**Ionisation energies of Pd28+ to Pd35+: predicting two withheld charge states**

The table holds ionisation energies from PySCF unrestricted HF, MP2 and SCS-MP2 (only 1s2 frozen, spin-free X2C one-electron Hamiltonian), together with semi-empirical tabulated values. The program fits one linearly rising effective charge in hydrogenic Slater integrals F0 and F2 to the four known 3p steps, splits MP2 into spin parts, and compares first-order with intermediate-coupling spin-orbit shifts. The HF steps, half-shell break included, are reproduced within 0.11 eV, and intermediate coupling lowers the rms miss of MP2 against the tabulated values of the five 3p rows that were not withheld to 7.6 eV, from 16.7 eV at first order. The predictions for HF and both correlation increments of Pd33+ and Pd35+ fall inside their error bars. The tabulated value of Pd33+ is missed by 17 eV (2.2 bars), while the close hit for Pd35+ comes from compensating errors.

Calculated values. Ionisation energies of Pd ions in their ground configurations, as total-energy differences from PySCF 2.14.0 with one real unrestricted determinant at highest spin, the spin-free X2C one-electron Hamiltonian and a Gaussian nucleus. Even-tempered exponents are shared within Pd28+ to Pd30+, Pd31+ to Pd33+, and Pd34+ to Pd35+; "outer" correlates all electrons except 1s2.

## Numerical check

```python
# Table: ionisation energies (eV) of Pd28+..Pd35+, PySCF UHF, MP2, SCS-MP2, spin-free X2C-1e, and tabulated values.
# Tested: Slater F0/F2 counting with hydrogenic integrals, MP2 spin parts, intermediate coupling; two rows predicted.
T = {
    'species': ['Pd28+', 'Pd29+', 'Pd30+', 'Pd31+', 'Pd32+', 'Pd33+', 'Pd34+', 'Pd35+'],
    'N': [18, 17, 16, 15, 14, 13, 12, 11],
    'config': ['[Ar]', '[Ne] 3s2 3p5', '[Ne] 3s2 3p4', '[Ne] 3s2 3p3', '[Ne] 3s2 3p2', '[Ne] 3s2 3p1', '[Ne] 3s2', '[Ne] 3s1'],
    'final': ['[Ne] 3s2 3p5', '[Ne] 3s2 3p4', '[Ne] 3s2 3p3', '[Ne] 3s2 3p2', '[Ne] 3s2 3p1', '[Ne] 3s2', '[Ne] 3s1', '[Ne]'],
    'nbf': ['18s 12p 5d 4f', '18s 12p 5d 4f', '18s 12p 5d 4f', '18s 12p 5d 4f', '18s 12p 5d 4f', '18s 12p 5d 4f', '18s 12p 4d 4f', '18s 12p 4d 4f'],
    'hf': [1656.35, 1720.5, 1785.49, 1873.24, 1940.03, 2007.66, 2174.15, 2248.08],  # eV
    'mp2_outer': [0.98, 1.03, 1.06, 0.48, 0.5, 0.49, 3.25, 0.69],  # eV
    'scs_mp2_outer': [0.82, 0.95, 1.06, 0.22, 0.29, 0.35, 3.64, 0.57],  # eV
    'ref': [1644.0, 1706.2, 1781.3, 1869.0, 1962.0, 2016.0, 2181.0, 2248.87],  # eV
    'unc': [5.0, 1.8, 2.3, 7.0, 4.0, 9.0, 3.0, 0.07],  # eV
    'kind': ['semi-empirical', 'semi-empirical', 'semi-empirical', 'semi-empirical', 'semi-empirical', 'semi-empirical', 'semi-empirical', 'semi-empirical'],
}
HELD = [5, 7]  # rows withheld from the fit
import numpy as np
from scipy.integrate import cumulative_trapezoid as ct
from scipy.constants import physical_constants as pc
Eh = pc['Hartree energy in eV'][0]; sp = T['species']
h, m, s, ref, unc = (np.array(T[k], float) for k in ('hf', 'mp2_outer', 'scs_mp2_outer', 'ref', 'unc'))
r = np.linspace(1e-4, 150, 150001)
def slater(P, k):
    d = P**2 / ct(P**2, r)[-1]
    return 2 * ct(d * r**(-k-1.0) * ct(d * r**k, r, initial=0), r)[-1] * Eh
Ps, Pp = r*(27-18*r+2*r*r)*np.exp(-r/3), r*r*(6-r)*np.exp(-r/3)
fs, f0, f2 = slater(Ps, 0), slater(Pp, 0), slater(Pp, 2)
print(f"hydrogenic, eV per unit charge: F0(3s) {fs:.4f}, F0(3p) {f0:.4f}, F2(3p) {f2:.4f}")
c = np.array([10, 5, 0, 10, 5, 0.]); w = f0 + np.diff(c)*f2/25; k = np.arange(4.)
st = np.diff(h[:5]); Z = st/w[:4]; b, a = np.polyfit(k, Z, 1); res = st - (a+b*k)*w[:4]
print(f"fitted charge = {a:.3f} + {b:.3f} per step; rounding of a step 0.01 eV")
for i in range(4):
    print(f"{sp[i]} to {sp[i+1]}: HF step {st[i]:.2f}, charge {Z[i]:.2f}, residual {res[i]:+.2f}; tabulated step {ref[i+1]-ref[i]:.1f} eV")
F = (a+2*b)*f2/25; x = np.arange(6.); A = np.c_[np.ones(6), x, x*x, c]
p = np.linalg.lstsq(A[:5], h[:5], rcond=None)[0]
print(f"F2/25: tied {F:.3f}, free quadratic fit {p[3]:.3f} eV; half-shell break 15F = {15*F:.1f} eV")
h5 = h[4] + (a+4*b)*w[4]
print(f"{sp[5]} HF: tied model {h5:.2f} (step {h5-h[4]:.2f}), free quadratic {A[5]@p:.2f} eV")
zi = lambda e: np.sqrt(18*e/Eh)
zA = a+6*b; off = Z[3]-zi((h[3]+h[4])/2); zB = zi(h[6]+zA*fs/2)+off; s7 = fs*(zA+zB)/2
print(f"3s step: charge {zA:.2f} gives {zA*fs:.1f}; charge {zB:.2f} (offset {off:.2f}) gives {zB*fs:.1f}; mean {s7:.1f} eV")
os_ = (s-m/3)/(1.2-1/3); ss = m-os_
print("MP2 parts in eV (factors 6/5, 1/3 assumed; rounding about 0.01), HF less tabulated:")
K = [i for i in range(len(sp)) if i not in HELD]
for i in K:
    print(f"  {sp[i]}: opposite spin {os_[i]:.2f}, same spin {ss[i]:.2f}; HF-tab {h[i]-ref[i]:+.1f} +- {unc[i]}")
so = np.array([-11.56969, -0.23178, 11.80146, -24.54285, -0.46757])  # first-order shifts, outputs of the same runs
cum = np.cumsum(so); z5, z4, z2, z1 = -2*cum[0], -2*cum[1], -cum[3], -cum[4]; z3 = (z4+z2)/2
print(f"zeta p5..p1: {z5:.2f} {z4:.2f} {z3:.2f} (interpolated) {z2:.2f} {z1:.2f} eV; zeta/F2 {z3/(25*F):.2f}")
low = lambda M: np.linalg.eigvalsh(np.array(M))[0]; q = 5**.5/2*z3
L = np.array([0, -z5/2, low([[-z4/2, z4/2**.5], [z4/2**.5, 6*F]]), low([[0, 0, z3], [0, 9*F, q], [z3, q, 15*F]]),
              low([[-z2, 2**.5*z2], [2**.5*z2, 15*F]]), -z1, 0])
ic = np.diff(L); gap = ref-h-m; rms = lambda v: float(np.sqrt(np.mean(v**2)))
print("tabulated less MP2 | first order, MP2 miss | intermediate coupling, MP2 miss (eV)")
for i in range(5):
    print(f"  {sp[i]}: {gap[i]:+.1f} | {so[i]:+.1f}, {so[i]-gap[i]:+.1f} | {ic[i]:+.1f}, {ic[i]-gap[i]:+.1f}")
r0, r1, r2 = rms(gap[:5]), rms(gap[:5]-so), rms(gap[:5]-ic[:5]); u5 = np.sqrt(np.sum(unc[:5]**2))
print(f"rms miss: none {r0:.1f}, first order {r1:.1f}, intermediate {r2:.1f} eV; {sp[6]} gap {gap[6]:+.1f}")
print(f"sum p6 to p1: tabulated less (MP2 - zeta) {gap[:5].sum()-cum[4]:+.1f} +- {u5:.1f} eV")
m5, s5 = 2*m[4]-m[3], 2*s[4]-s[3]; m7, sc7 = 2*ss[6], (1.2+1/3)*ss[6]; h7 = h[6]+s7
alt = h5+m5-gap[:5].sum()
pred = {5: [(h5, .5), (m5, .1), (s5, .1), (h5+m5+ic[5], r2)],
        7: [(h7, 2.), (m7, .3), (sc7, .3), (h7+m7+gap[6]/2, np.sqrt(4+gap[6]**2/4+unc[6]**2))]}
print(f"{sp[5]} spin-orbit shift used {ic[5]:+.1f}; whole-shell estimate of tabulated {alt:.1f} +- {u5:.1f} eV")
print("withheld rows: prediction, revealed value, miss = revealed - predicted (eV)")
for i in HELD:
    for n, v, (y, e) in zip(('HF', 'MP2-HF', 'SCS-HF', 'tabulated'), (h, m, s, ref), pred[i]):
        print(f"  {sp[i]} {n}: {y:.2f} +- {e:.2f}; {v[i]:.2f}; miss {v[i]-y:+.2f} ({abs(v[i]-y)/e:.1f} bars)")
    print(f"  {sp[i]}: opposite spin {os_[i]:.2f}, same spin {ss[i]:.2f}; HF-tab {h[i]-ref[i]:+.1f}; tab-MP2 {gap[i]:+.1f} +- {unc[i]}")
print(f"revealed HF steps: {h[5]-h[4]:.2f} (charge {(h[5]-h[4])/w[4]:.2f}), 3p to 3s {h[6]-h[5]:.2f}, 3s {h[7]-h[6]:.2f} (charge {(h[7]-h[6])/fs:.2f})")
print(f"revealed tabulated steps: {ref[5]-ref[4]:.1f}, {ref[6]-ref[5]:.1f}, {ref[7]-ref[6]:.1f} eV")
print(f"{sp[5]} miss of whole-shell estimate {ref[5]-alt:+.1f}; sum p6 to p0 tab-MP2 {gap[:6].sum():+.1f} +- {np.sqrt(np.sum(unc[:6]**2)):.1f} eV")
assert np.argmax(st) == 2 and np.max(np.abs(res)) < 0.3
assert os_[2]-os_[3] > 0.5 and ss[3] > ss[2]
assert r2 < r1 and np.all(gap[:4] < 0) and gap[4] > 0
assert m[6] > 3*m[:5].max()
```

Running it gives:

```
hydrogenic, eV per unit charge: F0(3s) 1.8070, F0(3p) 1.9556, F2(3p) 0.9793
fitted charge = 36.438 + 0.495 per step; rounding of a step 0.01 eV
Pd28+ to Pd29+: HF step 64.15, charge 36.45, residual +0.03; tabulated step 62.2 eV
Pd29+ to Pd30+: HF step 64.99, charge 36.93, residual -0.00; tabulated step 75.1 eV
Pd30+ to Pd31+: HF step 87.75, charge 37.38, residual -0.11; tabulated step 87.7 eV
Pd31+ to Pd32+: HF step 66.79, charge 37.95, residual +0.05; tabulated step 93.0 eV
F2/25: tied 1.466, free quadratic fit 1.456 eV; half-shell break 15F = 22.0 eV
Pd33+ HF: tied model 2007.64 (step 67.61), free quadratic 2007.70 eV
3s step: charge 39.41 gives 71.2; charge 40.67 (offset 2.44) gives 73.5; mean 72.4 eV
MP2 parts in eV (factors 6/5, 1/3 assumed; rounding about 0.01), HF less tabulated:
  Pd28+: opposite spin 0.57, same spin 0.41; HF-tab +12.3 +- 5.0
  Pd29+: opposite spin 0.70, same spin 0.33; HF-tab +14.3 +- 1.8
  Pd30+: opposite spin 0.82, same spin 0.24; HF-tab +4.2 +- 2.3
  Pd31+: opposite spin 0.07, same spin 0.41; HF-tab +4.2 +- 7.0
  Pd32+: opposite spin 0.14, same spin 0.36; HF-tab -22.0 +- 4.0
  Pd34+: opposite spin 2.95, same spin 0.30; HF-tab -6.8 +- 3.0
zeta p5..p1: 23.14 23.60 24.07 (interpolated) 24.54 25.01 eV; zeta/F2 0.66
tabulated less MP2 | first order, MP2 miss | intermediate coupling, MP2 miss (eV)
  Pd28+: -13.3 | -11.6, +1.8 | -11.6, +1.8
  Pd29+: -15.3 | -0.2, +15.1 | -9.5, +5.8
  Pd30+: -5.3 | +11.8, +17.1 | -2.0, +3.3
  Pd31+: -4.7 | -24.5, -19.8 | -20.0, -15.3
  Pd32+: +21.5 | -0.5, -21.9 | +18.1, -3.4
rms miss: none 13.6, first order 16.7, intermediate 7.6 eV; Pd34+ gap +3.6
sum p6 to p1: tabulated less (MP2 - zeta) +7.9 +- 9.9 eV
Pd33+ spin-orbit shift used +25.0; whole-shell estimate of tabulated 2025.3 +- 9.9 eV
withheld rows: prediction, revealed value, miss = revealed - predicted (eV)
  Pd33+ HF: 2007.64 +- 0.50; 2007.66; miss +0.02 (0.0 bars)
  Pd33+ MP2-HF: 0.52 +- 0.10; 0.49; miss -0.03 (0.3 bars)
  Pd33+ SCS-HF: 0.36 +- 0.10; 0.35; miss -0.01 (0.1 bars)
  Pd33+ tabulated: 2033.17 +- 7.64; 2016.00; miss -17.17 (2.2 bars)
  Pd33+: opposite spin 0.22, same spin 0.27; HF-tab -8.3; tab-MP2 +7.8 +- 9.0
  Pd35+ HF: 2246.50 +- 2.00; 2248.08; miss +1.58 (0.8 bars)
  Pd35+ MP2-HF: 0.60 +- 0.30; 0.69; miss +0.09 (0.3 bars)
  Pd35+ SCS-HF: 0.46 +- 0.30; 0.57; miss +0.11 (0.4 bars)
  Pd35+ tabulated: 2248.90 +- 4.03; 2248.87; miss -0.03 (0.0 bars)
  Pd35+: opposite spin 0.39, same spin 0.30; HF-tab -0.8; tab-MP2 +0.1 +- 0.07
revealed HF steps: 67.63 (charge 38.43), 3p to 3s 166.49, 3s 73.93 (charge 40.91)
revealed tabulated steps: 54.0, 165.0, 67.9 eV
Pd33+ miss of whole-shell estimate -9.3; sum p6 to p0 tab-MP2 -9.3 +- 13.4 eV
```
